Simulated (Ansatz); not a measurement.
BiAu: pressure against volume per atom

Periodic Kohn-Sham DFT of a crystal at fixed atoms; pressure and stress are positive in compression; the energy is the free energy less that of spherical unpolarised free atoms; site moments are those in the method's own spheres, positive along +z. The results are calculated, by Ansatz 0.2.0.

Cell of the first row (space group Fm-3m, No. 225):
```
cell vectors (Å)
   0.0000     2.9123     2.9123
   2.9123     0.0000     2.9123
   2.9123     2.9123     0.0000
atoms (fractions of the cell vectors)
Au  0.00000  0.00000  0.00000
Bi  0.50000  0.50000  0.50000
```

Settings of every row: method frozen-core PAW; functional PBE; relativity scalar; k mesh 12x12x12; filling fermi-dirac; smearing width 0.03 eV; wave cutoff 420 eV; paw set soft_2.

Atom start moment: 0 on all atoms.

Limits: no spin-orbit coupling on heavy atoms; the cell comes from a prototype or a list of computed structures and needn't be the stable phase.

| row | volume per atom (Å³) | pressure (GPa) |
| --- | --- | --- |
| 1 | 24.7 | 5.142 |
| 2 | 25.738 | 1.533 |
| 3 | 26.263 | 0.013 |
| 4 | 26.788 | ? |
| 5 | 27.839 | -3.574 |

Question: what pressure should row 4 give?

Worked fit of pressure. Take u = (V_r/V)^(2/3) − 1 with V_r = 26.001 Å³ an atom, which is twice the finite (Eulerian) strain; such expansions in the strain, on which the Birch-Murnaghan equation of state is built, carry the rest volume and the bulk modulus. The shown rows have u = 0.03481, 0.0068, -0.00666, -0.04451. Least squares give pressure = 0.7486 + 113.424 × u + 366.65 × u² GPa; a straight line predicts inner rows, each left out in turn, worse (root mean square 0.37 against 0.0077 GPa). The rows lie off it by 0.001, -0.004, 0.004, 0.000. The pressure vanishes at u = -0.0067, or V = 26.27 Å³ an atom, and there the bulk modulus at fixed shape and fractions is B = −V dP/dV = (2/3)(1 + u) dP/du = 71.8 GPa. The withheld row has u = -0.01968, so the fit gives 0.7486 + 113.424 × (-0.01968) + 366.65 × (-0.01968)² = -1.342 GPa.

The calculation gave -1.333 GPa. The fit lies 0.009 GPa (0.1 % of the column's range) below it; its largest miss of a shown row is 0.004 GPa.
